On-top translation for a two-configuration bond

Statement

Let ρ(r) be the electron density and Π(r) the on-top pair density, normalised so that Π = ρα ρβ for a determinant of pure-spin orbitals. The on-top translation, due to Moscardó and San-Fabián (1991) and to Becke, Savin and Stoll (1995), feeds a spin-density functional with effective spin densities built from ρ and Π alone:

(1) ρ± = (ρ/2)(1 ± ζ), ζ = √(1 − R), R = 4Π/ρ².

For a singlet electron pair with the spatial function Φ = c₁ g(r₁)g(r₂) − c₂ u(r₁)u(r₂), bonding orbital g and antibonding orbital u,

(2) R = (c₁g² − c₂u²)² / (c₁²g² + c₂²u²)².

Four results follow. (A) Where g² = u², ζ = √(2c₁c₂). (B) At dissociation ζ → 1 around each atom, though not uniformly in space. (C) On the nodal plane of u, R = 1/c₁² > 1, and ζ is imaginary there and in a slab around the plane. (D) A doubly occupied core multiplies ζ by ρv/ρ, the valence share of the density, and leaves the surfaces R = 1 in place.

Premises and conventions

The Hamiltonian is non-relativistic and spin-free, and the nuclei are fixed. The orbitals g and u are real, continuous, orthonormal, and even and odd under exchange of the two equivalent nuclei; u vanishes on the midplane and g does not. The coefficients are real with c₁² + c₂² = 1 and c₁ > 0. Any core orbitals are doubly occupied in both configurations and orthogonal to g and u. The pair density P(r₁,r₂) is normalised to the number of pairs, N(N − 1)/2, and Π(r) = P(r,r). With the normalisation N(N − 1), the factor 4 in R becomes 2.

Step 1. The on-top density and the determinant rule

With field operators ψσ(r), Π = ½ Σσσ′ ⟨ψσ†ψσ′†ψσ′ψσ⟩ at one point r. The terms σ = σ′ vanish because ψσψσ = 0, and the two mixed terms are equal, so

(3) Π = ⟨ψα†ψβ†ψβψα⟩.

For a determinant the expectation value factorises into γαα γββ − γαβ γβα, where γσσ′ = ⟨ψσ†ψσ′⟩. Pure-spin orbitals give γαβ = 0, hence Π = ρα ρβ. Writing ρα,β = (ρ/2)(1 ± ζ) gives 4Π/ρ² = 1 − ζ². For a determinant of general spin orbitals Π = ραρβ − |γαβ|², so ρ² − 4Π = (ρα − ρβ)² + 4|γαβ|² = |m|², with m the spin-polarisation vector density. For every single determinant R therefore lies between 0 and 1, and √(1 − R) = |m|/ρ is the modulus of the true spin polarisation. The translation (1) adopts this relation as a definition for any wave function. That is a modelling step and not a theorem: the singlet Φ has zero spin density everywhere, and its ζ only records how far Π lies below ρ²/4.

The link to model holes is direct. The density of other electrons at the position of a reference electron is 2Π/ρ, so the exchange-correlation hole has the on-top value 2Π/ρ − ρ = −ρ(1 − R/2). It is −ρ/2 for a closed-shell determinant (R = 1), −ρ for a fully polarised one (R = 0), and zero at R = 2. Where R ≤ 1, a determinant-like hole built from ρ± has by construction the same on-top depth as the hole of the wave function.

Step 2. Sign and size of the coefficients

In the basis of the configurations g² and u² the Hamiltonian has diagonal elements Eg, Eu and the off-diagonal element K = ∬ g(r₁)u(r₁) (e²/4πε₀r₁₂) g(r₂)u(r₂). K is twice the electrostatic self-energy of the charge distribution e g u and so is positive. The vector (c₁, −c₂) has the energy c₁²Eg + c₂²Eu − 2c₁c₂K, which is lowest for c₁c₂ > 0. Put c₁ = cos θ, c₂ = sin θ. Setting the θ derivative to zero gives tan 2θ = 2K/(Eu − Eg), so

(4) 2c₁c₂ = sin 2θ = 2K/√[(Eu − Eg)² + 4K²].

For Eu ≥ Eg, which is assumed below, 0 < θ ≤ π/4 and c₁ ≥ c₂ > 0.

Step 3. Density and on-top density

For two electrons in a singlet the spin sum gives unity and N(N − 1)/2 = 1, so P = Φ². Then Π = Φ(r,r)² = (c₁g² − c₂u²)². The density is ρ = 2∫Φ(r,r₂)² d³r₂. Expanding the square gives c₁²g²∫g² + c₂²u²∫u² − 2c₁c₂ g u ∫g u, and the last integral vanishes, so ρ = 2(c₁²g² + c₂²u²). Inserting both in R = 4Π/ρ² cancels the factor 4 and proves (2). The density contains the coefficients squared, whereas Π contains them as amplitudes with their relative sign.

Step 4. Where ζ is real

R depends on position only through x = u²/g². Writing 1 − R over a common denominator and factorising the difference of squares (c₁² + c₂²x)² − (c₁ − c₂x)² gives

(5) ζ² = [c₂(1 + c₂)x − c₁(1 − c₁)] [c₁(1 + c₁) − c₂(1 − c₂)x] / (c₁² + c₂²x)².

The brackets vanish at

(6) x₋ = c₁(1 − c₁)/[c₂(1 + c₂)], x₊ = c₁(1 + c₁)/[c₂(1 − c₂)],

with x₋ < x₊, and ζ is real exactly for x₋ ≤ x ≤ x₊. The function (c₁ − c₂x)/(c₁² + c₂²x), whose square is R, has the derivative −c₁c₂(c₁ + c₂)/(c₁² + c₂²x)² and falls monotonically from 1/c₁ at x = 0 through zero at x = c₁/c₂ towards −1/c₂. Thus R = 0 and ζ = 1 wherever c₁g² = c₂u², and R = 1/c₂² on any nodal surface of g where u ≠ 0.

Step 5. Result A

At x = 1 the denominator of (2) is g⁴(c₁² + c₂²)² = g⁴, so R = (c₁ − c₂)² = 1 − 2c₁c₂ and ζ = √(2c₁c₂) = √(sin 2θ). Such points always exist: g² − u² integrates to zero and is positive on the midplane, so it changes sign. For small c₂, ζ ≈ √(2c₂): a configuration of weight c₂² produces a polarisation that scales as the fourth root of that weight.

Step 6. Result C

On the midplane u = 0, so Π = c₁²g⁴, ρ = 2c₁²g² and R = 1/c₁² = 1 + tan²θ, whatever the shape of g. Admixing u² lowers Π by the factor c₁² but ρ² by c₁⁴. No single determinant has R > 1, and no real ρ± exist; formally ζ = i tan θ. Since x₋ > 0, continuity extends R > 1 to the whole region x < x₋ on both sides of the plane.

Step 7. Result B

Let a and b be equivalent normalised atomic orbitals with overlap S, and g = (a + b)/√[2(1 + S)], u = (a − b)/√[2(1 − S)]. As the bond length D grows, S and all integrals over the product ab vanish. Eu − Eg consists of such terms and tends to zero. K tends to half the one-centre Coulomb integral, because g u → (a² − b²)/2. By (4), c₁ = c₂ = 1/√2. With g² − u² = 2ab and g² + u² = a² + b², equation (2) becomes

(7) R = 8a²b²/(a² + b²)² = 2 sech²(ln s), s = |b/a|.

Near either atom s or 1/s is exponentially small in D, so R → 0 and ζ → 1, and the functional sees two fully polarised one-electron fragments although the state is a singlet. On the midplane s = 1 and R = 2. R exceeds 1 for √2 − 1 < s < √2 + 1, a region around the midplane that recedes from both nuclei, so that its electron content vanishes with growing D. For comparison, the broken-symmetry determinant with α in a and β in b has R = 4a²b²/(a² + b²)², half of (7). It is an equal mixture of the singlet and the triplet, and the triplet has Π = 0.

A special case holds at any D. The Heitler–London function, proportional to a(r₁)b(r₂) + b(r₁)a(r₂), equals (1 + S)gg − (1 − S)uu, so

(8) c₂/c₁ = (1 − S)/(1 + S), 2c₁c₂ = (1 − S²)/(1 + S²), 1/c₁² = 2(1 + S²)/(1 + S)².

Step 8. Result D

Split ψσ into core and valence parts in (3). A term survives only if it restores the full core. Annihilating a core electron of one spin and creating one of the other spin is impossible, since the latter orbitals are full. What remains is core-core, core-valence for each spin, and valence-valence:

(9) Π = ρc²/4 + ρcρv/2 + Πv, ρ = ρc + ρv.

Hence ρ² − 4Π = ρv² − 4Πv and ζ² = (ρv/ρ)²(1 − Rv), with Rv given by (2). The sign of ζ² is unchanged. At dissociation ζ → ρv/ρ near each atom, which is the true spin polarisation of the restricted doublet determinant of the free atom, one valence electron outside a closed core. A translated local functional therefore gives the dissociated singlet the on-top energy of the two atoms.

Step 9. What a functional does with R > 1

The spin scaling of exchange, Ex[ρα,ρβ] = ½Ex[2ρα] + ½Ex[2ρβ], applied to the local energy density −(3/4)(3/π)^(1/3)(e²/4πε₀)ρ^(4/3), multiplies the latter by

(10) F(ζ) = ½[(1 + ζ)^(4/3) + (1 − ζ)^(4/3)] = 1 + (2/9)ζ² + …

F is even in ζ, hence a real analytic function of R near R = 1 with slope −2/9. For ζ = iη the two terms are complex conjugates of modulus R^(2/3) and phase ±(4/3)arctan η, so F = R^(2/3) cos[(4/3)arctan √(R − 1)] < 1. The translated functionals of multiconfiguration pair-density functional theory (Li Manni and co-workers, 2014) instead set ζ = 0 for R > 1. F stays continuous, but dF/dR jumps from −2/9 to 0 on the surfaces x = x±. The fully translated variants (Carlson, Truhlar and Gagliardi, 2015) replace the square root near R = 1 by a smooth polynomial.

Range of validity

Equations (2) and (5) to (9) are exact for the stated wave function. Their limits are these.

First, (1) is guaranteed to recover the modulus of the physical spin polarisation for every single determinant, collinear or not, and for any fully polarised state, where Π = 0 and ζ = 1. It does not do so in general for multiconfigurational functions such as Φ. There its merit rests on the on-top depth of the hole and on the dissociation limit.

Second, Π is that of the truncated wave function. A real two-electron singlet has the natural expansion Φ = Σk ck φk(r₁)φk(r₂), with Π = (Σk ckφk²)² and ρ = 2Σk ck²φk². A further orbital enters Π to first order in its coefficient and ρ only to second order. Let extra orbitals with a common coefficient −d (d > 0) have the summed square w g² at a point of the midplane. Then

(11) R = (c₁ − d w)²/(c₁² + d²w)²,

where c₁² is now 1 minus all other weights, and R drops below 1 once d(1 + d)w exceeds c₁(1 − c₁). Result C thus belongs to the two-configuration form and need not survive a larger expansion; the size of this change is given below. A finite expansion also lacks the electron-electron cusp and is expected to leave Π too large.

Third, (9) needs a core that is doubly occupied and orthogonal to the valence orbitals. The valence orbitals of Li₂ then have nodal surfaces near the nuclei, where Rv may reach 1/c₂², but the factor (ρv/ρ)² damps R − 1 there.

Fourth, for gradient-corrected functionals (1) must be supplemented by a rule for ∇ρ±, because ∇ζ diverges where R passes through 1.

Illustration: the valence bond of Li₂

Assumed inputs: a typical equilibrium bond length D = 267 pm; nodeless Slater 2s orbitals a ∝ r exp(−κr) with κ = 0.65/a₀ = 12.28 nm⁻¹; Slater 1s cores with κc = 2.70/a₀ = 51.02 nm⁻¹ (both exponents from Slater's rules, a₀ the Bohr radius). Integration in prolate spheroidal coordinates gives, with p = κD,

S = exp(−p)(1 + p + 4p²/9 + p³/9 + p⁴/45).

At 267 pm, p = 3.28 and S = 0.585, and (8) gives c₂/c₁ = 0.262. On the axis between the nuclei, at distance z from the midpoint, s = [(1 + q)/(1 − q)]exp(−pq) with q = 2z/D, so x = [(1 + S)/(1 − S)] tanh²(pq/2 − artanh q). The smallest root of x = x₋ is the half-width z₋ of the slab with R > 1; at 267 pm, x₋ = 0.099. The table lists valence-only values. Its coefficients come from (8), except in the second row, where c₂ = 0.20 is assumed with the same orbitals. ζ₁ is ζ where g² = u², R₀ is R on the midplane, and F₀ is the continuation of (10) there.

D/pm | S | c₂² | ζ₁ | F(ζ₁) | R₀ | F₀ | z₋/pm
267 | 0.585 | 0.064 | 0.70 | 1.11 | 1.07 | 0.98 | 35
267 | 0.585 | 0.040 | 0.63 | 1.09 | 1.04 | 0.99 | 32
400 | 0.314 | 0.21 | 0.91 | 1.20 | 1.27 | 0.94 | 40
600 | 0.090 | 0.41 | 0.99 | 1.25 | 1.70 | 0.85 | 44
∞ | 0 | 1/2 | 1 | 1.26 | 2 | 0.79 | 36

The last half-width is ln(1 + √2)/(2κ), from (7) with s = exp(−2κz).

At 267 pm the condition g² = u² reads (1 − s)/(1 + s) = √[(1 − S)/(1 + S)], or s = 0.323. In the plane through a nucleus normal to the axis, its outer solution lies 200 pm from the nucleus, where the core density is negligible and ζ₁ applies undiluted. On the axis behind the nucleus, at distance r, s = (1 + D/r)exp(−p), and the condition is met at r = 35 pm. There the model has ρv/ρ = 0.007, so (9) reduces 0.70 to 0.005. Only the smallness of that number is meaningful. The nodeless 2s orbital overlaps its own 1s orbital by 0.17, and the neglected orthogonalisation tail at this point is 1.4 times the 2s amplitude.

At the midpoint the first row has ρv = 4.7 × 10²⁸ m⁻³. The two cores add 0.4 per cent, which scales R − 1 by 0.99. The unpolarised local exchange energy per electron is −6.1 × 10⁻¹⁹ J, and setting ζ = 0 in place of the continuation changes it by 1.5 per cent, or 9 × 10⁻²¹ J. The choice of rule matters little where the bond density is high; it reaches 21 per cent only at dissociation, where the midplane is empty.

The neglected configurations matter more. In Li₂ the two πu² configurations typically carry a joint weight comparable with that of u². Assume c₂ = 0.20 and d = 0.15 for each, so that c₁² = 0.915, with π orbitals made of Slater 2p functions of the same assumed κ. Their overlap is Sπ = exp(−p)(1 + p + 2p²/5 + p³/15) = 0.412. At distance y from the axis in the midplane, w = 3[y²/(y² + D²/4)](1 + S)/(1 + Sπ). On the axis w = 0 and (11) gives R = 1.09, above the two-configuration 1.04. R falls through 1 at w = 0.24, that is at y = 37 pm, and at y = D/2 it is 0.55, a real ζ of 0.67. The region R > 1 of the midplane shrinks from the whole plane to a small disc. A further σg orbital could remove the disc too, if its coefficient and squared ratio to g at the midpoint made d(1 + d)w exceed about c₁(1 − c₁) = 0.04.

All these numbers are the model's and not the molecule's. Optimised two-configuration functions for Li₂ near equilibrium typically have c₂² of roughly 0.04, and the second row was chosen to reproduce this. The Heitler–London weight, which lacks ionic admixture, is then too large by a factor of about 1.6, and so is R₀ − 1. Because of the fourth-root dependence of Step 5, ζ₁ is only 12 per cent larger. The model thus places ζ₁ at 0.6 to 0.7 and R₀ a few per cent above 1 at equilibrium, rising to 1 and 2 at dissociation.